**CAM-B3LYP looks misplaced.** It carries 65 % exact exchange at long range, more than any other row except Hartree–Fock. Yet its coupling at the divalent silicon, −281.9 MHz, lies beside those of B3LYP and PBE0, which have 20 and 25 %. BHandHLYP, with 50 %, gives −318.1 MHz. Nothing marks the run as faulty; the column is misleading for this functional, and the reason decides which functionals are worth comparing here.

Triplet C[Si](C)(C)[Si]Cl in the gas phase, PySCF 2.14.0, unrestricted, non-relativistic, with density fitting, mean-field spin-orbit coupling and GIAOs; IGLO-III on C, Si and Cl, pcH-1 on H; geometry PBE0-D3(BJ)/def2-SVP. Couplings are for 13C, 29Si and 35Cl, numbered in SMILES order, with C1 the mean of the three methyl carbons; the g shift is from the free-electron value.

| functional | exact exchange, long range (%) | A iso C1 (MHz) | A iso Si2 (MHz) | A iso Si5 (MHz) | A iso Cl6 (MHz) | isotropic g shift (ppm) | <S^2> |
| --- | --- | --- | --- | --- | --- | --- | --- |
| PBE | 0 | 9.3 | -48.8 | -254.0 | 5.5 | 2550 | 2.003 |
| B3LYP | 20 | 10.1 | -56.8 | -286.1 | 8.7 | 2440 | 2.004 |
| BHandHLYP | 50 | 9.9 | -59.2 | -318.1 | 12.3 | 2150 | 2.006 |
| CAM-B3LYP | 65 | 9.9 | -57.1 | -281.9 | 8.5 | 2340 | 2.005 |
| HF | 100 | 6.7 | -54.8 | -418.4 | 15.6 | 1370 | 2.013 |
| PBE0 | 25 | 8.9 | -50.6 | -285.3 | 8.2 | 2270 | 2.005 |

**What is being computed**

The molecule is a triplet silylene, Me₃Si–Si–Cl. Si5 is the divalent silicon, Si2 the silicon of the trimethylsilyl group. A iso is the isotropic hyperfine coupling, which measures the spin density at a nucleus. The magnetic isotope of silicon has a negative nuclear moment, so both silicon couplings are negative although the spin density at these nuclei is positive. The g shift is the distance of the isotropic g value from that of the free electron. ⟨S²⟩ should be 2 for a pure triplet, and it stays between 2.003 and 2.013. In every row most of the spin sits on Si5, so the six levels appear to describe the same state, although no stability test of the wavefunctions is reported. That state need not be the ground state: silylenes that carry a halogen usually prefer the singlet.

All rows share one geometry, so the steps between them are purely electronic. An error in the Si–Si–Cl angle, which controls the s character of the in-plane orbital, would be common to all of them and invisible here.

**Why exact exchange matters at a nucleus**

Only s-type density reaches the nucleus. One of the two unpaired electrons of a bent silylene occupies an in-plane hybrid with some s character, and this gives a direct coupling. The other occupies an out-of-plane p orbital, with a node at the silicon nucleus. Both also act on the paired electrons: exchange lowers the energy of electrons of the same spin near them, so the two partners of a pair no longer have quite the same density. This spin polarisation adds to the direct coupling, with a sign that differs from shell to shell.

One likely route from the functional to the coupling has three steps. A hybrid replaces a share x of approximate exchange by exact exchange, so the difference between the potentials for the two spins is linear in x. To first order, the response of a paired s orbital is that difference divided by an excitation energy. If the excitation energy and the orbital shapes change only moderately, the coupling is linear in x too:

A = a + b·x + c·L

L is 1 for functionals built on B88 exchange and LYP correlation, and 0 for the PBE pair. The constants were fitted to PBE, PBE0, B3LYP and BHandHLYP. Three constants for four rows make a sensitivity gauge, not a severe test. Nor does a straight line prove the route: a gradual change in the s character of the in-plane orbital could give one too. For Si5, b is about −1.1 MHz per per cent of exact exchange.

**CAM-B3LYP worked by hand**

CAM-B3LYP was not in the fit. By definition its share of exact exchange rises from 19 % at short electron–electron distance to 65 % at long distance. Its two relatives, B3LYP and BHandHLYP, give the slope for Si5:

(−318.1 + 286.1) MHz / (50 − 20) % = −1.07 MHz per %

- With 65 %: −286.1 − 1.07 × 45 = −334 MHz, wrong by 52 MHz.
- With 19 %: −286.1 + 1.07 × 1 = −285 MHz, wrong by 3 MHz.

The short-range share is plainly the useful one. A plausible reason lies in the kind of exchange involved. Spin polarisation works through exchange between different orbitals. The product of two such orbitals has positive and negative regions that sum to zero, so the smooth long-range part of the interaction largely cancels. The fit alone does not prove this. The chlorine coupling behaves likewise.

The lesson does not carry over to every property. Read through the same fit, the g shift of CAM-B3LYP corresponds to about 31 % exact exchange, and its orbital gap to 56 %. The gap also depends on the exchange of an occupied orbital with itself, where nothing cancels, so it should feel more of the long-range part. The g shift lies in between. These effective shares are a way of reading the functional, not constants of it, since its approximate exchange differs from that of B3LYP as well.

**What each level does to the couplings**

For Si5, the three moderate hybrids (B3LYP, PBE0 and CAM-B3LYP) agree within 4.2 MHz, or 1.5 % of their mean. This is less reassuring than it looks, because all three have nearly the same exact exchange at short range. There is also a cancellation: the extra 5 % in PBE0 strengthens the coupling by about 6 MHz, while the change of functional family weakens it by about 7 MHz.

Relative to the mean of these hybrids, PBE is 11 % too weak at Si5, BHandHLYP 12 % too strong and Hartree–Fock 47 % too strong. “Too” refers to that mean, not to a measured value. Hartree–Fock even lies 49 MHz beyond the PBE line extended to 100 %. A possible reason, not tested here, is that it lacks correlation, which damps spin polarisation; curvature in x may contribute.

Could the spin simply be more localised on Si5 in Hartree–Fock? From B3LYP to Hartree–Fock the spin population there grows by 12 % and the largest dipolar component, which reports on the p-type spin, by about 4 %. The isotropic coupling grows by 46 %. Localisation alone is therefore not enough. Stronger spin polarisation is one candidate, and a small gain of s character in the in-plane orbital is another; the calculation does not separate the two.

Chlorine gives the sharper warning. Between the same two levels its spin population halves, while its isotropic coupling rises from 8.7 to 15.6 MHz. A chlorine coupling must not be converted into a chlorine spin population here. In relative terms it is also the most sensitive to the functional of the four tabulated couplings: PBE lies 35 % below the hybrid mean and BHandHLYP 45 % above it.

Si2 shows how agreement can deceive. Hartree–Fock matches the hybrid mean almost exactly, yet it puts only 0.19 unpaired electrons on that atom, against 0.28 in B3LYP. A smaller spin population and a larger coupling per unit of spin happen to compensate. Among the density functionals, the family matters more at Si2 than the exchange share: going from PBE to B88/LYP strengthens the coupling by 6 to 7 MHz. Exchange and correlation change together in that step, so the table cannot say which is responsible.

For the methyl carbons the functional is not the first concern. The entry averages three positions, which B3LYP puts at 16.2, 15.4 and −1.3 MHz in the only conformer computed. That average suits a trimethylsilyl group that rotates quickly. In a frozen matrix the separate values are needed, and the difference between positions far exceeds the 1.2 MHz range of the moderate hybrids.

**The g shift and the zero-field splitting**

The g shift falls from 2550 ppm in PBE to 1370 ppm in Hartree–Fock. Almost all of the change comes from the term in which the magnetic field and spin–orbit coupling together mix orbitals. Exact exchange raises the excitation energies, which weakens this mixing, and it draws spin away from chlorine, whose spin–orbit coupling is stronger than silicon's. Both effects point the right way; their shares remain open. The orbital gap alone is a poor guide: it grows 3.8-fold from PBE to Hartree–Fock, while the g shift falls only 1.9-fold.

The isotropic value hides a change of shape. B3LYP separates the two positive principal shifts, at about 3560 and 4600 ppm. Hartree–Fock makes them equal within 1 %, and would suggest an almost axial g tensor.

A triplet spectrum depends first on the zero-field splitting, and there none of these levels earns trust. The spin–orbit part of D, its axial parameter, runs from −51 cm⁻¹ in PBE to −1.5 cm⁻¹ in BHandHLYP, while the spin–spin part stays near 0.2 cm⁻¹. A small energy denominator for spin-flip excitations may be behind the PBE value; that is a guess. Even the smallest of these spin–orbit terms exceeds the microwave quantum at 9.5 GHz, roughly 0.3 cm⁻¹. Line positions near g = 2 should not be predicted from the g shift alone.

**Choosing a level for a purpose**

*To tell the two silicon atoms apart*, any row will do. Si5 couples about five times as strongly as Si2, or more, at every level.

*To estimate the Si5 coupling with a spread between functionals of about 10 %*, take B3LYP or PBE0, then add PBE and BHandHLYP as brackets. The table holds no measured value, so this spread is not a known error. If 10 % more or less exact exchange seems equally defensible, the result carries an uncertainty of about 11 MHz. That is more honest than the 4 MHz by which the moderate hybrids differ.

*To reach 1 %*, no row is sufficient. Missing scalar relativity is expected to matter by one to a few per cent at silicon and somewhat more at chlorine. Vibration and the surroundings come on top. So does the basis: a contact coupling needs tight s functions, and only one basis was used. Repeat B3LYP with more of them on silicon before trying another functional.

*For the g shift*, the moderate hybrids span 170 ppm. Without zero-field splitting this would be a field offset of 0.03 mT at 9.5 GHz and 0.285 mT at 94 GHz. In this triplet the uncertainty of D moves the lines far more.

Cost hardly decides the matter for a molecule this small. By the structure of the methods, PBE is cheapest: it needs no exact exchange, and its magnetic response needs no iteration. B3LYP, PBE0 and BHandHLYP cost about the same as each other. CAM-B3LYP needs a second, range-separated exchange step and buys little for the couplings here. Hartree–Fock saves only the integration grid, a poor bargain for its errors.

**Carrying this to a neighbour**

Ask first where the s density comes from. In a strongly pyramidal silyl radical the direct part is large, so the functional should matter less in relative terms. In a planar methyl radical the direct part at carbon vanishes by symmetry, the coupling is all polarisation, and the exchange share becomes a leading concern. For a germylene, scalar relativity would have to come before any fine choice among hybrids.

The printed analysis below gives the fit and its misses for each property.

The analysis program printed:

```
Fit a+b*x+c*LYP on PBE,PBE0,B3LYP,BHandHLYP (1 dof); CAM short-range share 19 % by definition
a_C1 [MHz]: b=-0.01049/% (PBE pair -0.016, LYP pair -0.00667) c=1.14 max|res|=0.069 floor 0.05
   CAM calc-model @19 -0.268, @65 +0.215; x_eff 45 (pair 50) %; HF calc-model PBE line -1.48, LYP line -2.62
a_Si2 [MHz]: b=-0.07672/% (PBE pair -0.072, LYP pair -0.08) c=-6.57 max|res|=0.059 floor 0.05
   CAM calc-model @19 -0.328, @65 +3.2; x_eff 23 (pair 24) %; HF calc-model PBE line +1.61, LYP line +8.19
a_Si5 [MHz]: b=-1.143/% (PBE pair -1.25, LYP pair -1.07) c=-6.74 max|res|=1.4 floor 0.05
   CAM calc-model @19 +1.92, @65 +54.5; x_eff 17 (pair 16) %; HF calc-model PBE line -48.8, LYP line -42
a_Cl6 [MHz]: b=0.1151/% (PBE pair 0.108, LYP pair 0.12) c=1.06 max|res|=0.089 floor 0.05
   CAM calc-model @19 -0.159, @65 -5.45; x_eff 18 (pair 18) %; HF calc-model PBE line -1.32, LYP line -2.38
g [ppm]: b=-10.3/% (PBE pair -11.2, LYP pair -9.67) c=117 max|res|=11 floor 5
   CAM calc-model @19 -120, @65 +354; x_eff 31 (pair 30) %; HF calc-model PBE line -139, LYP line -256
1000(S2-2) []: b=0.08068/% (PBE pair 0.063, LYP pair 0.0929) c=-0.939 max|res|=0.22 floor 0.0005
   CAM calc-model @19 +1.38, @65 -2.33; x_eff 36 (pair 36) %; HF calc-model PBE line +1.65, LYP line +2.59
alpha gap [eV]: b=0.07607/% (PBE pair 0.0764, LYP pair 0.0758) c=-0.0496 max|res|=0.0041 floor 0
   CAM calc-model @19 +2.79, @65 -0.713; x_eff 56 (pair 56) %; HF calc-model PBE line +0.15, LYP line +0.199
Steps from mean of B3LYP,PBE0,CAM: mean, range(%), then PBE, BHandHLYP, HF minus mean (% of |mean|)
a_C1: 9.6, 1.2 (12.5%); -0.3 (-3%), +0.3 (+3%), -2.9 (-30%); all-row range 3.4
a_Si2: -54.8, 6.5 (11.9%); +6.0 (+11%), -4.4 (-8%), +0.0 (+0%); all-row range 10.4
a_Si5: -284.4, 4.2 (1.5%); +30.4 (+11%), -33.7 (-12%), -134.0 (-47%); all-row range 164.4
a_Cl6: 8.5, 0.5 (5.9%); -3.0 (-35%), +3.8 (+45%), +7.1 (+84%); all-row range 10.1
g: 2350.0, 170.0 (7.2%); +200.0 (+9%), -200.0 (-9%), -980.0 (-42%); all-row range 1180.0
Row order: PBE B3LYP BHandHLYP CAM-B3LYP HF PBE0
Rival 1 A(Si5)=k*spin, k=-193.5 MHz/e, res MHz: 47.3 13.7 -12.3 19.8 -82.1 22.8
A(Si5)/spin MHz/e: -163.1 -184.6 -201.3 -180.8 -240.7 -179.2
A(Cl6)/spin MHz/e: 42.5 65.5 103.1 66.3 241.4 72.8
Rival 2 A(Si5)=-94+(-2814)*sqrt(S2-2), res MHz: 3.8 -21.9 1.9 14.0 -4.9 7.0
B3LYP Si5 two-p reading: P*a=48.4, P*b=32.8 MHz, b/a=0.678; mean of 3 C 10.09 MHz
HF Si5 two-p reading: P*a=49.9, P*b=34.2 MHz, b/a=0.685; mean of 3 C 6.70 MHz
HF/B3LYP: Si5 A 1.462, dipolar 1.035, spin 1.122; Cl A 1.79, spin 0.49, largest dipolar 0.80
g: OZ/SO iso ppm: 2654 2555 2260 2449 1476 2372
g: rest ppm (floor 5): -104 -115 -110 -109 -106 -102
range of the three OZ/SO principal parts ppm: 202 1324 2291
PBE/HF g ratio 1.86, HF/PBE gap ratio 3.76; g*gap/1000: 7.2 10.5 14.1 16.4 14.5 10.7
g/Cl spin (1000 ppm/e): 19.7 18.4 18.0 18.2 21.2 20.1
1 MHz = 0.0357 mT; Si5 hybrid range 0.15 mT, all-row range 5.87 mT
9.5 GHz: B=339 mT; g range hybrids 0.029 mT, all rows 0.200 mT
94.0 GHz: B=3354 mT; g range hybrids 0.285 mT, all rows 1.977 mT
1H contact factor/(2S) 2235 MHz/au; run (B3LYP, H9) 2235: A includes 1/(2S)
(Z alpha)^2, order of missing scalar relativity: Si 1.0%, Cl 1.5%
ZFS: D_so max/min 33-fold, D_ss 1.15-fold; D_so cm-1: -51.0 -3.8 -1.5 -2.6 -1.6 -13.9
```
